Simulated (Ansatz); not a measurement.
# Re: largest V_zz and pressure against volume scale

Periodic Kohn-Sham DFT of a crystal at fixed atoms, scaled to volume_scale times the given cell; pressure positive in compression, energy less spherical unpolarised free atoms, largest_vzz the field gradient of largest size among the nuclei. The results are calculated, by Ansatz 0.2.0.

The cell before it is scaled or strained (space group R-3m, No. 166):
```
CELL_PARAMETERS angstrom
1.38390 0.79900 6.69860
-1.38390 0.79900 6.69860
0.00000 -1.59800 6.69860
ATOMIC_POSITIONS crystal
Re 0.00000 0.00000 0.00000
Re 0.22217 0.22217 0.22217
Re 0.77783 0.77783 0.77783
```

Settings of every row: method all-electron PAW; functional PBEsol; relativity scalar; k mesh 15x15x15; filling fermi-dirac; smearing width 0.05 eV; nucleus gaussian.

Atom start moment: 0 on all atoms.

Limits: field gradient without spin-orbit coupling on heavy atoms; no gap: field gradients move with the k mesh; no spin-orbit coupling on heavy atoms; the cell comes from a prototype or a list of computed structures and needn't be the stable phase.

| row | volume scale | V (Å³/atom) | largest V_zz (1e21 V/m^2) | pressure (GPa) |
| --- | --- | --- | --- | --- |
| 1 | 0.94 | 13.925 | -8.621 | 19.288 |
| 2 | 0.96 | 14.221 | -8.477 | 9.769 |
| 3 | 0.98 | 14.517 | ? | ? |
| 4 | 0.99 | 14.666 | -8.261 | -2.689 |
| 5 | 1 | 14.814 | -8.178 | -6.406 |
| 6 | 1.01 | 14.962 | -8.094 | -9.923 |
| 7 | 1.02 | 15.11 | -8.003 | -13.25 |
| 8 | 1.04 | 15.406 | -7.81 | -19.374 |
| 9 | 1.06 | 15.703 | -7.61 | -24.848 |

Question: what largest V_zz and pressure should row 3 give?

Worked fit of largest V_zz. Take t = volume scale − 1. The shown rows have t = -0.06, -0.04, -0.01, 0, 0.01, 0.02, 0.04, 0.06. Least squares give largest V_zz = −8.1771 + 8.396 × t + 17.74 × t² 1e21 V/m^2; a straight line predicts inner rows, each left out in turn, worse (root mean square 0.023 against 0.005 1e21 V/m^2). The rows lie off it by -0.004, 0.008, -0.002, -0.001, -0.003, -0.001, 0.003, -0.001 (root mean square 0.0036 1e21 V/m^2). The withheld row has t = -0.02, so the fit gives −8.1771 + 8.396 × (-0.02) + 17.74 × (-0.02)² = -8.338 1e21 V/m^2.

The calculation gave -8.338 1e21 V/m^2. The fit meets it to the printed digit.

Worked fit of pressure. Take u = (V_r/V)^(2/3) − 1 with V_r = 14.888 Å³ an atom, which is twice the finite (Eulerian) strain; such expansions in the strain, on which the Birch-Murnaghan equation of state is built, carry the rest volume and the bulk modulus. The shown rows have u = 0.04559, 0.03103, 0.01007, 0.00333, -0.0033, -0.00982, -0.02254, -0.03491. Least squares give pressure = −8.194 + 531.3 × u + 1560.75 × u² GPa; a straight line predicts inner rows, each left out in turn, worse (root mean square 0.82 against 0.017 GPa). The rows lie off it by 0.016, -0.026, -0.003, 0.001, 0.007, 0.011, 0.003, -0.008 (root mean square 0.012 GPa). The pressure vanishes at u = 0.0148, or V = 14.56 Å³ an atom, and there the bulk modulus at fixed shape and fractions is B = −V dP/dV = (2/3)(1 + u) dP/du = 391 GPa. Letting shape and atoms relax would as a rule lower it, by much in layered, chain or molecular crystals. The withheld row has u = 0.01697, so the fit gives −8.194 + 531.3 × (0.01697) + 1560.75 × (0.01697)² = 1.272 GPa.

The calculation gave 1.238 GPa. The fit lies 0.034 GPa (2.7 % of the value, 0.077 % of the column's range) above it; its largest miss of a shown row is 0.026 GPa.
